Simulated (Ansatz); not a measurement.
# Telling isomers of CHBCl− apart by their spectra

These gas-phase data were calculated for one isomer of CHBCl− at PBE0-D4/def2-TZVPD (harmonic, unscaled wavenumbers; equilibrium rotational constants with average atomic masses):

| Quantity | Value |
| --- | --- |
| rotational constants | 4.892 GHz |
| all wavenumbers above 1500 cm⁻¹ | 3389, 1817 |

Candidates:

(1) `C#[B-]Cl`, a singlet
(2) `[BH-]#CCl`, a singlet

Q: Which structure fits?

A: Candidate (1). No mode falls between 2350 and 2900 cm⁻¹, where the B–H stretch of (2) would stand.

The same quantities for all candidates:

```
     rotational constants (GHz)  wavenumbers above 1500 cm⁻¹  E above the lowest, PBE0-D4/def2-TZVPD (kcal/mol)
(1)                       4.892                   3389, 1817                                                0.0
(2)                        5.38                   2755, 1795                                               27.0
```

Harmonic stretches to hydrogen usually lie a few per cent above observed fundamentals. Programs: Ansatz 0.2.0.

The band at 3389 cm⁻¹ is positive evidence for hydrogen on carbon: an sp-hybridised carbon forms a short, stiff C–H bond. The B–H stretch of the other isomer lies at 2755 cm⁻¹ mainly because that bond has a smaller force constant, since the reduced masses are nearly equal. The bands at 1817 and 1795 cm⁻¹, largely B–C multiple-bond stretching, discriminate poorly because both isomers keep that unit.

The rotational constant supports the assignment independently. Candidate (1) places the heavier carbon, rather than boron, at the far end from chlorine, which raises the moment of inertia; a B–Cl bond longer than the C–Cl bond of (2) probably adds to the effect.

The preference for (1) by 27.0 kcal/mol fits the exchange of B–H and C–Cl bonds for stronger C–H and B–Cl bonds, the latter strengthened by polarity and probably by chlorine π donation. This energy gap alone doesn't show whether (2) could persist as a metastable species, which depends on the barrier to rearrangement.
